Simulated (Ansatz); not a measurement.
## A family of molecules: the atomisation energy (no zero-point term)

Gas-phase molecules, one atom swapped for its congeners: C2H6BO2 `CO[B]OC`; C2H6GaO2 `C[O][Ga][O]C`; C2H6InO2 `C[O][In][O]C`. The Al member is missing. All are doublets with charge 0.

Shapes, held fixed at every level: PBE0-D4/def2-TZVP. Flexible molecules stand in one conformer, not always the lowest. Programs: Ansatz 0.2.0. Values in eV.

```tsv
level	C2H6BO2	C2H6GaO2	C2H6InO2
HF/def2-TZVPP	33.17	28.99	27.66
BHLYP-D4/def2-TZVPP	43.67	39.29	38.09
PBE0-D4/def2-TZVPP	45.28	40.81	39.65
B2PLYP/def2-TZVPP	44.74	40.48	39.27
MP2/def2-SVP	43.83	39.50	38.13
CCSD(T)/def2-TZVPP	43.86	39.97	38.68
```

At CCSD(T)/def2-TZVPP the atomisation energy falls at every step, from 43.86 to 38.68 eV. Every level shows the same order. Open shells run unrestricted. For atoms past krypton def2 sets carry core potentials with scalar relativity. Relativity is left out for Ga. Outer-core shells of Ga, In are correlated in most correlated rows, in sets that cover them unevenly. Spin-orbit coupling, which grows down the group, is left out (summed over each molecule's free atoms 0.03, 0.09, 0.21 eV). Coupled cluster in double- or triple-zeta sets underbinds by a few per cent against its basis-set limit.

Replacing boron with gallium and then indium weakens the binding of the whole molecule, and at every level the larger drop comes between boron and gallium, a step that spans two periods. Since the methoxy groups are common to all three, the trend mainly reflects the metal-oxygen bonds. Boron's compact 2p orbitals overlap well with those of oxygen, and its formally empty p orbital accepts lone-pair density. In the heavier congeners the valence p orbitals are more diffuse, so both σ overlap and π donation are weaker. The growing reluctance of the valence s electrons to take part in bonding probably adds to the decline.

Hartree-Fock recovers the order despite giving only 33.17 eV for the boron compound, against 43.86 eV with coupled cluster. This suggests that much of the missing correlation energy belongs to the shared organic framework, and that the trend is already set at the mean-field level. Total atomisation energies do not show how easily each radical would lose a methoxy group.
